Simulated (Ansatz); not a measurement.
# Strength of the B–S bond: C2H9BS → C2H6S + BH3

Species: C2H9BS `[BH3-][S+](C)C`, singlet; C2H6S (dimethyl sulfide) `CSC`, singlet; BH3 `B`, singlet. 

Shapes, held fixed at every level: PBE0-D4/def2-TZVP. Programs: Ansatz 0.2.0. The zero-point and thermal change to 298 K, harmonic and unscaled (PBE0-D4/def2-TZVP), is -9.4 kJ/mol.

Estimate ΔH(298 K) of this reaction.

The highest level, CCSD(T)/CBS estimate, gives ΔH(298 K) = +104.4 kJ/mol; the levels span +90.2 to +178.3. Both fragments are taken as closed shells, so no electrons are unpaired. The column of differences is taken from that level and isn't an error. No measured value is set beside it here. The CBS estimate extrapolates MP2 from def2-TZVPP and def2-QZVPP and adds CCSD(T) − MP2 in the triple-zeta set, cores frozen.

```tsv
level	kind	ΔH(298 K) (kJ/mol)	less CCSD(T)/CBS estimate
SPW92/def2-TZVPP	LDA	+178.3	+73.9
B3LYP-D4/def2-TZVPP	global hybrid	+103.0	-1.4
BHLYP-D4/def2-TZVPP	global hybrid	+95.1	-9.3
wB97M-V/def2-TZVPP	range-separated hybrid	+108.6	+4.2
wB97X-V/def2-TZVPP	range-separated hybrid	+106.7	+2.3
B2PLYP/def2-TZVPP	double hybrid	+94.7	-9.7
CCSD/def2-SVP	coupled cluster or CI	+90.2	-14.2
CCSD(T)/CBS estimate	coupled cluster or CI	+104.4	0.0
```

Breaking the B–S bond is clearly endothermic at every level, and apart from the local-density result the values lie between +90.2 and +108.6 kJ/mol, which supports an estimate near +104.4 kJ/mol. The bond is dative: a sulfur lone pair donates into the empty p orbital of boron, and cleavage returns both electrons to sulfur. The enthalpy is therefore the net of this donation and the cost of bending planar BH3 into a pyramid, not the energy of a homolytic B–S cleavage.

SPW92 stands far above the rest, in line with the familiar overbinding of the local density approximation, which favours the more compact, bonded density of the adduct over the separated fragments. The low CCSD value probably reflects missing triples together with the small basis, whose shares can't be separated here.

The reaction enthalpy refers to free monomeric BH3, so it overstates the cost of releasing borane where the fragment can dimerise to diborane or pass directly to another Lewis base.
